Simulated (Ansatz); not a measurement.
# Strength of the Si–C bond: CH7ClSi2 → SiH2(CH2)Cl + SiH3

Species: CH7ClSi2 `[SiH3]C[SiH2]Cl`, singlet; SiH2(CH2)Cl, doublet; SiH3 (silyl radical) `[SiH3]`, doublet. 

Shapes, held fixed at every level: PBE0-D4/def2-TZVP. Flexible molecules stand in one conformer, not always the lowest. Programs: Ansatz 0.2.0. The zero-point and thermal change to 298 K, harmonic and unscaled (PBE0-D4/def2-TZVP), is -15.7 kJ/mol.

```json
{"level": "HF/def2-TZVPP", "kind": "Hartree–Fock", "ΔH(298 K) (kJ/mol)": "+249.2", "less CCSD(T)/CBS estimate": "-121.7"}
{"level": "r2SCAN-D4/def2-TZVPP", "kind": "meta-GGA", "ΔH(298 K) (kJ/mol)": "+339.0", "less CCSD(T)/CBS estimate": "-31.9"}
{"level": "BHLYP-D4/def2-TZVPP", "kind": "global hybrid", "ΔH(298 K) (kJ/mol)": "+347.1", "less CCSD(T)/CBS estimate": "-23.8"}
{"level": "B2PLYP/def2-TZVPP", "kind": "double hybrid", "ΔH(298 K) (kJ/mol)": "+350.3", "less CCSD(T)/CBS estimate": "-20.6"}
{"level": "MP2/def2-TZVPP", "kind": "perturbation theory", "ΔH(298 K) (kJ/mol)": "+376.9", "less CCSD(T)/CBS estimate": "+6.0"}
{"level": "CCSD/def2-SVP", "kind": "coupled cluster or CI", "ΔH(298 K) (kJ/mol)": "+339.7", "less CCSD(T)/CBS estimate": "-31.2"}
{"level": "CCSD(T)/def2-TZVPP", "kind": "coupled cluster or CI", "ΔH(298 K) (kJ/mol)": "+360.2", "less CCSD(T)/CBS estimate": "-10.7"}
{"level": "CCSD(T)/CBS estimate", "kind": "coupled cluster or CI", "ΔH(298 K) (kJ/mol)": "+370.9", "less CCSD(T)/CBS estimate": "0.0"}
```

The highest level, CCSD(T)/CBS estimate, gives ΔH(298 K) = +370.9 kJ/mol; the levels span +249.2 to +376.9. The column of differences is taken from that level and isn't an error. Hartree–Fock misses the correlation of the pair that is broken and comes out low. No measured value is set beside it here. Open shells run unrestricted unless RO is named. The CBS estimate extrapolates MP2 from def2-TZVPP and def2-QZVPP and adds CCSD(T) − MP2 in the triple-zeta set, cores frozen.

Homolysis of this Si–C bond is strongly endothermic at every level, with the best estimate at +370.9 kJ/mol. The bond combines good σ overlap with a polar contribution from the electronegativity difference between carbon and silicon, and both are lost on separation into neutral radicals. The carbon-centred fragment can recover a little of this through hyperconjugation with the adjacent silyl group, whereas the pyramidal silyl radical keeps its unpaired electron largely on silicon.

The closeness of MP2 to the best estimate is partly a cancellation. In the same triple-zeta basis it lies well above CCSD(T), +376.9 against +360.2 kJ/mol, so it overestimates the correlation gained on bonding, while the finite basis recovers too little of it. The density functionals, including the double hybrid, all fall below both CCSD(T) values, probably because they underestimate correlation between the bonded fragments. Without the unchlorinated parent, the influence of chlorine on the bond strength remains undetermined.
